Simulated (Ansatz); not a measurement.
## A series in volume scale on YSe

Periodic Kohn-Sham DFT of a crystal at fixed atoms, scaled to volume_scale times the given cell; pressure positive in compression, energy less spherical unpolarised free atoms, largest_vzz the field gradient of largest size among the nuclei. The results are calculated, by Ansatz 0.2.0.

The cell before it is scaled or strained (space group Fm-3m, No. 225):
```
YSe
1.0
      0.0000     2.8750     2.8750
      2.8750     0.0000     2.8750
      2.8750     2.8750     0.0000
Y Se
1 1
Direct
  0.00000 0.00000 0.00000
  0.50000 0.50000 0.50000
```

Settings of every row: method all-electron LAPW; functional LDA; relativity scalar; k mesh 7x7x7; filling fermi-dirac; smearing width 0.03 eV; basis error target 0.25 meV/atom; nucleus gaussian.

Atom start moment: 0 on all atoms.

| row | volume scale | V (Å³/atom) | pressure (GPa) | energy less free atoms (eV/atom) |
| --- | --- | --- | --- | --- |
| 1 | 0.94 | 22.338 | 0.516 | -6.5537 |
| 2 | 0.96 | 22.813 | -1.399 | -6.5523 |
| 3 | 0.98 | 23.288 | -3.107 | -6.5456 |
| 4 | 0.99 | 23.526 | ? | ? |
| 5 | 1 | 23.764 | -4.63 | -6.5341 |
| 6 | 1.01 | 24.001 | -5.329 | -6.5267 |
| 7 | 1.02 | 24.239 | -5.988 | -6.5183 |
| 8 | 1.04 | 24.714 | -7.198 | -6.4987 |
| 9 | 1.06 | 25.189 | -8.27 | -6.4757 |

Question: what pressure and energy less free atoms should row 4 give?

Worked fit of pressure. Take u = (V_r/V)^(2/3) − 1 with V_r = 23.883 Å³ an atom, which is twice the finite (Eulerian) strain; such expansions in the strain, on which the Birch-Murnaghan equation of state is built, carry the rest volume and the bulk modulus. The shown rows have u = 0.04559, 0.03103, 0.01696, 0.00334, -0.00328, -0.00982, -0.02254, -0.03487. Least squares give pressure = −4.9867 + 105.25 × u + 326.7 × u² + 264 × u³ GPa; a parabola predicts inner rows, each left out in turn, worse (root mean square 0.0046 against 0.0018 GPa). The rows lie off it by 0.000, -0.001, -0.001, 0.002, -0.001, 0.001, -0.002, 0.001. The pressure vanishes at u = 0.0418, or V = 22.46 Å³ an atom, and there the bulk modulus at fixed shape and fractions is B = −V dP/dV = (2/3)(1 + u) dP/du = 93 GPa. The withheld row has u = 0.01009, so the fit gives −4.9867 + 105.25 × (0.01009) + 326.7 × (0.01009)² + 264 × (0.01009)³ = -3.891 GPa.

The calculation gave -3.89 GPa. The fit lies 0.001 GPa (0.011 % of the column's range) below it, one unit of the last digit.

Worked fit of energy less free atoms. Take u = (V_r/V)^(2/3) − 1 with V_r = 23.883 Å³ an atom, which is twice the finite (Eulerian) strain; such expansions in the strain, on which the Birch-Murnaghan equation of state is built, carry the rest volume and the bulk modulus. The shown rows have u = 0.04559, 0.03103, 0.01696, 0.00334, -0.00328, -0.00982, -0.02254, -0.03487. Least squares give energy less free atoms = −6.53051 − 1.1141 × u + 13.196 × u² + 1.9 × u³ eV/atom; a parabola predicts inner rows, each left out in turn, worse (root mean square 3.4e-05 against 1.9e-05 eV/atom). All shown rows lie on it to the printed digit. Its lowest point lies at u = 0.0418, or V = 22.46 Å³ an atom, and the curvature there gives the bulk modulus at fixed shape and fractions, B = (4/9)(1 + u)² E″(u)/V = 92.5 GPa. The withheld row has u = 0.01009, so the fit gives −6.53051 − 1.1141 × (0.01009) + 13.196 × (0.01009)² + 1.9 × (0.01009)³ = -6.5404 eV/atom.

The calculation gave -6.5404 eV/atom. The fit meets it to the printed digit.
